**Question: Where should I stop on the ladder of methods for a small Si–N cation?**

I am collecting energies of small ions for a model of the plasma that deposits silicon nitride. My test case is labelled HNSi, but in the optimised structure the hydrogen sits on silicon, so it is really a bent HSiN⁺ with three unpaired electrons. The error column is the total energy at each level less the reference, which is coupled cluster up to quadruple excitations in the same basis. R and U mark restricted and unrestricted orbitals.

Total energies of the HNSi⁺ quartet (hydrogen bonded to silicon) relative to UCCSDTQ, computed with Ansatz 0.2.0 in the cc-pVDZ basis at the PBE0/def2-TZVP geometry. Noble-gas cores are left out of the correlation treatment, and "valence" denotes an active space of 9 electrons in 9 orbitals.

```
           level  this level less the reference (UCCSDTQ, same basis) (meV)
             RHF                                                     5286.8
             UHF                                                     5095.2
            RMP2                                                     1079.1
            UMP2                                                     1074.6
            CISD                                                      426.8
           RCCSD                                                      184.8
           UCCSD                                                      178.2
        RCCSD(T)                                                       45.4
        UCCSD(T)                                                       43.7
         BCCD(T)                                                       46.5
          RCCSDT                                                       10.9
          UCCSDT                                                        9.2
       RCCSDT(Q)                                                        2.5
       UCCSDT(Q)                                                       -0.8
         RCCSDTQ                                                        1.4
  CASSCF valence                                                     3636.5
  NEVPT2 valence                                                      809.9
  MRCISD valence                                                      209.1
MRCISD+Q valence                                                       27.3
```

The $T_1$ diagnostic, a measure of how large the single excitations are, comes out at 0.044. I had a warning limit of roughly 0.02 for single-reference methods in mind, so I expected to need a multireference treatment. Yet those rows don't look clearly better. Which level is good enough for what, why do the others fail, and what do I pay for each step?

**Answer**

The orders of magnitude to remember are 5 eV for Hartree–Fock, 1 eV for second-order perturbation theory, 0.2 eV for CCSD, 0.05 eV for CCSD(T) and 0.01 eV for full triples. For most purposes I would stop at CCSD(T), in a much larger basis than this one. If the energy must be good to better than 1 kcal/mol, add corrections for full triples and for quadruples, computed in smaller basis sets. A multireference method is not what this quartet state calls for.

Two yardsticks help in reading the column: 1 kcal/mol is 43 meV and 1 kJ/mol is 10 meV. CCSD(T) lies just outside the first with either kind of orbitals, and CCSDT lies close to the second. These are errors of total energies. In a reaction energy, part of the error cancels if both sides have similar bonds and the same number of unpaired electrons. A gap between spin states is less forgiving, because the number of electron pairs changes.

**Why second order falls short here**

An error of 1 eV in MP2 makes the single determinant look guilty. NEVPT2 offers a partial test of that suspicion. It is also a second-order method, but it starts from a CASSCF wavefunction, in which the nine valence electrons are spread over the nine valence orbitals in every possible way. Any near-degeneracy among the valence orbitals is therefore dealt with before the perturbation step begins.

Suppose that second order always leaves the same fraction $f$ of the energy that its starting point lacks. The restricted rows give

$$f = \frac{1079.1}{5286.8} \approx 0.204 .$$

CASSCF lacks 3636.5 meV, so NEVPT2 should be left with

$$0.204 \times 3636.5\ \text{meV} \approx 742\ \text{meV}.$$

The calculation gives 809.9 meV. The estimate is about 8% too low, although the NEVPT2 row played no part in it. Starting from UHF, second order again leaves about a fifth. In this ion a better starting point reduces what remains to be found, but second order still finds only about four fifths of it. Don't take the equal shares for a rule. In ordinary closed-shell molecules MP2 is expected to recover more than nine tenths, while NEVPT2 on a full valence space can leave a sizeable share even there. The match may therefore be partly an accident, and it does not clear the determinant by itself. CASSCF can settle on a higher solution, so strictly this comparison holds for the solution that was found.

Theory explains why second order leaves something over, though not the exact share. In second order, each excited configuration interacts with the reference but hardly with the other excited configurations. Pairs of electrons are correlated as if the rest of the molecule took no notice. CCSD couples these excitations to one another, and from the same determinant it brings the error down from about 1.1 to 0.18 eV. That is the more direct evidence that the determinant is a usable starting point.

The large error of CASSCF itself is no malfunction. Most of the correlation energy comes from electrons avoiding each other at short range, which takes many orbitals outside the valence space. CASSCF recovers only 31% of what restricted Hartree–Fock lacks. Its task is to get the weights of competing valence configurations right, and its bare energy should not be used as a final result.

**Why CISD loses to CCSD**

CISD and CCSD both work with single and double excitations, yet CISD ends up 242 meV higher. The difference lies in events that happen at the same time. While one pair of electrons is excited in the Si–N bond, another pair can be excited in the Si–H bond, and together they make a quadruple excitation. CCSD includes such products automatically through its exponential form, whereas CISD cuts them off. The fault gets worse as the molecule grows, because there are more pairs that could be excited together.

MRCISD suffers from a milder form of the same fault. It starts from many configurations and so contains some of the higher excitations, which halves the error of CISD. The +Q correction then estimates the absent products and lowers the energy by another 182 meV. The result looks 18 meV better than restricted CCSD(T), but the frozen cores of the different methods can shift energies by up to 20 meV. I would call the two equal here.

**Restricted or unrestricted?**

At the Hartree–Fock level the choice matters: UHF lies 192 meV below the restricted solution. The three unpaired electrons repel the two members of a closed pair differently, since exchange acts only between equal spins. UHF lets the two members take different shapes, while the restricted form forces them to share one orbital.

Once correlation is included, the choice hardly matters. Single excitations give the restricted orbitals much of the freedom that they lacked, double excitations make up most of the rest, and the gap shrinks to 4.5 meV at MP2 and 1.7 meV at CCSD(T). The singles are essential to this: without them, the error of RMP2 would rise to about 1190 meV. Make sure that your program includes them if you run restricted open-shell MP2.

**What CCSD(T) gets wrong**

Full triples lower restricted CCSD by 174 meV, and the perturbative (T) catches only 139 meV of that. The triples it misses make up about three quarters of its error, and the rest comes mainly from quadruples. In the bond and atomisation energies of many closed-shell molecules, computed in large basis sets, (T) overshoots the triples a little and so makes up for the neglected quadruples. In this total energy both errors have the same sign, so they add. A double-zeta basis is expected to favour such a shortfall, so this table can't show whether the familiar good luck of CCSD(T) is lost for this ion.

The reason for the shortfall lies in how (T) is built. It computes the triples once, from finished CCSD amplitudes. They neither act back on the singles and doubles nor influence one another. In this ion the effect on the doubles is noticeable: when the triples are treated in full, the largest double-excitation amplitude grows from 0.038 to 0.052. This fits the explanation, although it doesn't show how much of the energy comes from that feedback.

**What your $T_1$ value is telling you**

The limit of roughly 0.02 is meant for closed shells, and open-shell species can exceed it without harm. A large $T_1$ says that the Hartree–Fock orbitals are not the ones that the correlated electrons prefer. If that were the source of the error, better orbitals should remove it. Brueckner orbitals are chosen so that the single excitations vanish, yet BCCD(T) is no better: it lies within 1.1 meV of restricted CCSD(T). The warning about the orbitals is genuine, but they are not what limits the accuracy.

Nor is there a sign of strong static correlation. In the CISD wavefunction, three orbitals hold about one electron each, as a quartet should, and the others are nearly full or nearly empty. In that wavefunction, no orbital that should be empty holds more than 0.024 electrons; coupled cluster puts slightly more there, but still only a few hundredths of an electron. I would treat $T_1$ as a reason to check the triples, and not as an order to switch to a multireference method.

**What each step costs**

Cost can be judged from the way the work scales. Let $o$ and $v$ be the average numbers of occupied and empty orbitals per spin, here 4.5 and 26.5. The leading work of one CCSD cycle grows as $o^2v^4$, that of (T) as $o^3v^4$, and that of one CCSDT cycle as $o^3v^5$. So (T) costs about as much as a few CCSD cycles and is done only once.

A CCSDT cycle is dearer than a CCSD cycle by a factor of $o \times v$, or about 120. Full quadruples cost roughly that factor again. These ratios leave out prefactors, so only their order of magnitude counts. If the molecule doubles in size with the same quality of basis, (T) becomes 128 times as expensive and CCSDT 256 times.

The returns shrink as the price climbs. Full quadruples gain only 9.5 meV over full triples, about one eighteenth of what the triples gave. At the top of the ladder, the restricted and unrestricted versions still differ by 1.4 meV, so I would not rank levels that lie this close to the reference. The slightly negative error of UCCSDT(Q) is no cause for alarm either: it only means that the perturbative (Q) overshoots the full quadruples of the reference a little.

**What I would run**

The basis deserves your money first. A double-zeta basis like this one typically loses something of the order of 1 eV of correlation energy, and that loss is invisible here because the reference is computed in the same basis. A CCSDT energy in this basis would be precise about the wrong number. Run CCSD(T) in large basis sets and extrapolate.

Then, if you need it, add the difference between CCSDT and CCSD(T) from the small basis. For this ion that is −34.5 meV with restricted orbitals. The recipe assumes that the correction changes little with the basis. A single basis can't test that, and this correction is known to drift as the basis grows, so repeat it in a triple-zeta basis if you can afford to. In reaction energies, full triples without quadruples can even make CCSD(T) worse, so the two corrections are best added together. For an accuracy of 1 kJ/mol, a similar correction for quadruples is worth having, since it is about as large as the target.

For your plasma model, suppose that the whole CCSD(T) error of about 45 meV ended up in a reaction barrier. At 600 K the thermal energy is about 50 meV, so the rate would be off by a factor of two to three. With MP2, an error of 1 eV that did not cancel would make the rate meaningless. Before you refine anything, check that you have the right spin state and the right isomer. All these rows describe the quartet with hydrogen on silicon. I would expect the ground state to be a doublet with hydrogen on nitrogen, though this table can't show it. A wrong choice there could cost you far more than the step from (T) to full triples.
